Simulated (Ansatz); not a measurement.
# A series in volume per atom on Hf

All results are calculated (Ansatz 0.2.0). Periodic Kohn-Sham DFT of a crystal at fixed atoms; pressure and stress are positive in compression; the energy is the free energy less that of spherical unpolarised free atoms; site moments are those in the method's own spheres, positive along +z.

Cell of the first row (space group P6_3/mmc, No. 194):
```
CELL_PARAMETERS angstrom
3.13140 0.00000 0.00000
-1.56570 2.71190 0.00000
0.00000 0.00000 4.95460
ATOMIC_POSITIONS crystal
Hf 0.33333 0.66667 0.25000
Hf 0.66667 0.33333 0.75000
```

Settings of every row: method all-electron LAPW; functional PBEsol; relativity scalar; k mesh 13x13x7; filling fermi-dirac; smearing width 0.05 eV; basis error target 0.5 meV/atom; nucleus gaussian.

Atom start moment: 0 on all atoms.

Limits: no spin-orbit coupling on heavy atoms.

```csv
row,volume per atom (Å³),pressure (GPa),energy less free atoms (eV/atom)
1,21.037,?,?
2,21.485,0.733,-7.8964
3,21.933,-1.586,-7.8952
4,22.156,-2.669,-7.8922
5,22.38,-3.704,-7.8877
6,22.604,-4.693,-7.8818
7,22.828,-5.638,-7.8746
8,23.275,-7.404,-7.8564
9,23.723,-9.014,-7.8334
```

Question: what pressure and energy less free atoms should row 1 give?

Worked fit of pressure. Take u = (V_r/V)^(2/3) − 1 with V_r = 22.492 Å³ an atom, which is twice the finite (Eulerian) strain; such expansions in the strain, on which the Birch-Murnaghan equation of state is built, carry the rest volume and the bulk modulus. The shown rows have u = 0.03101, 0.01692, 0.01008, 0.00333, -0.00331, -0.00984, -0.02256, -0.0349. Least squares give pressure = −4.2034 + 149.143 × u + 323.87 × u² GPa; a straight line predicts inner rows, each left out in turn, worse (root mean square 0.11 against 0.0016 GPa). The rows lie off it by 0.000, 0.001, -0.002, -0.001, 0.001, 0.002, -0.001, 0.000. The pressure vanishes at u = 0.0266, or V = 21.62 Å³ an atom, and there the bulk modulus at fixed shape and fractions is B = −V dP/dV = (2/3)(1 + u) dP/du = 114 GPa. Letting shape and atoms relax would as a rule lower it, by much in layered, chain or molecular crystals. The withheld row has u = 0.04559, so the fit gives −4.2034 + 149.143 × (0.04559) + 323.87 × (0.04559)² = 3.269 GPa.

The calculation gave 3.269 GPa. The fit meets it to the printed digit. This row lies beyond the range of the fit.

Worked fit of energy less free atoms. Take u = (V_r/V)^(2/3) − 1 with V_r = 22.492 Å³ an atom, which is twice the finite (Eulerian) strain; such expansions in the strain, on which the Birch-Murnaghan equation of state is built, carry the rest volume and the bulk modulus. The shown rows have u = 0.03101, 0.01692, 0.01008, 0.00333, -0.00331, -0.00984, -0.02256, -0.0349. Least squares give energy less free atoms = −7.88495 − 0.8896 × u + 16.802 × u² eV/atom; a straight line predicts inner rows, each left out in turn, worse (root mean square 0.0055 against 4.6e-05 eV/atom). The rows lie off it by 0.0000, 0.0000, 0.0000, 0.0000, 0.0000, 0.0000, -0.0001, 0.0000. Its lowest point lies at u = 0.0265, or V = 21.63 Å³ an atom, and the curvature there gives the bulk modulus at fixed shape and fractions, B = (4/9)(1 + u)² E″(u)/V = 117 GPa. Letting shape and atoms relax would as a rule lower it, by much in layered, chain or molecular crystals. The withheld row has u = 0.04559, so the fit gives −7.88495 − 0.8896 × (0.04559) + 16.802 × (0.04559)² = -7.8906 eV/atom.

The calculation gave -7.8909 eV/atom. The fit lies 0.0003 eV/atom (0.48 % of the column's range) above it; its largest miss of a shown row is 0.0001 eV/atom. This row lies beyond the range of the fit.
